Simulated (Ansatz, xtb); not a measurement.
Ligand exchange: C4H10 + C2H8OSi → C4H10O + C2H8Si

Species: C4H10 (isobutane) `CC(C)C`, singlet; C2H8OSi `CC[SiH2]O`, singlet; C4H10O (2-methyl-1-propanol) `CC(C)CO`, singlet; C2H8Si `CC[SiH3]`, singlet. The partners trade H for OH: C–H and Si–OH bonds give way to C–OH and Si–H.

Shapes, held fixed at every level: PBE0-D4/def2-TZVP. Flexible molecules stand in one conformer, not always the lowest. Programs: Ansatz 0.2.0, xtb 6.7.1, xtb 6.7.1 later snapshot. Electronic energies: no zero-point or thermal term.

| level | kind | ΔE (kJ/mol) | less CCSD(T)/CBS estimate | CPU time (sum over the molecules) |
| --- | --- | --- | --- | --- |
| GFN1-xTB | semi-empirical | +232.1 | +55.4 | 0.14 s |
| r2SCAN-D4/def2-TZVPP | meta-GGA | +174.2 | -2.5 | 58 s |
| B3LYP-D4/def2-TZVPP | global hybrid | +172.6 | -4.1 | 58 s |
| PBE0-D4/def2-TZVPP | global hybrid | +167.5 | -9.2 | 35 s |
| B2PLYP/def2-TZVPP | double hybrid | +176.7 | 0.0 | 64 s |
| CCSD(T)/def2-TZVPP | coupled cluster or CI | +172.8 | -3.9 | 26 min |
| CCSD/def2-TZVPP | coupled cluster or CI | +174.3 | -2.4 | – |
| CCSD(T)/CBS estimate | coupled cluster or CI | +176.7 | 0.0 | 31 min |

The highest level, CCSD(T)/CBS estimate, gives ΔE = +176.7 kJ/mol; the levels span +167.5 to +232.1. The column of differences is taken from that level and isn't an error. No measured value is set beside it here. The CBS estimate extrapolates MP2 from def2-TZVPP and def2-QZVPP and adds CCSD(T) − MP2 in the triple-zeta set, cores frozen. Times are processor times on shared x86 and Arm servers, and rough.

Every level puts the exchange strongly uphill, with +176.7 kJ/mol at the highest: hydroxyl belongs on silicon and hydrogen on carbon. Both halves of the swap push the same way. The Si–OH bond is strongly polar because silicon is much more electropositive than carbon, and it gains further from oxygen lone-pair donation into σ* orbitals on silicon. The C–H bond given up is also stronger than the Si–H bond formed, whose longer, more diffuse silicon orbitals overlap less well with hydrogen 1s.

The triples correction shifts the coupled-cluster result only slightly, as expected for closed-shell molecules with ordinary single bonds, and the basis-set extrapolation matters more. B2PLYP's coincidence with the extrapolated value in a triple-zeta basis therefore probably owes something to cancellation. GFN1-xTB gets the direction right but exaggerates the preference, which suggests an imbalance in its description of Si–O against C–O bonding. The energies establish a strong electronic driving force for the reverse exchange, but say nothing about its barrier.
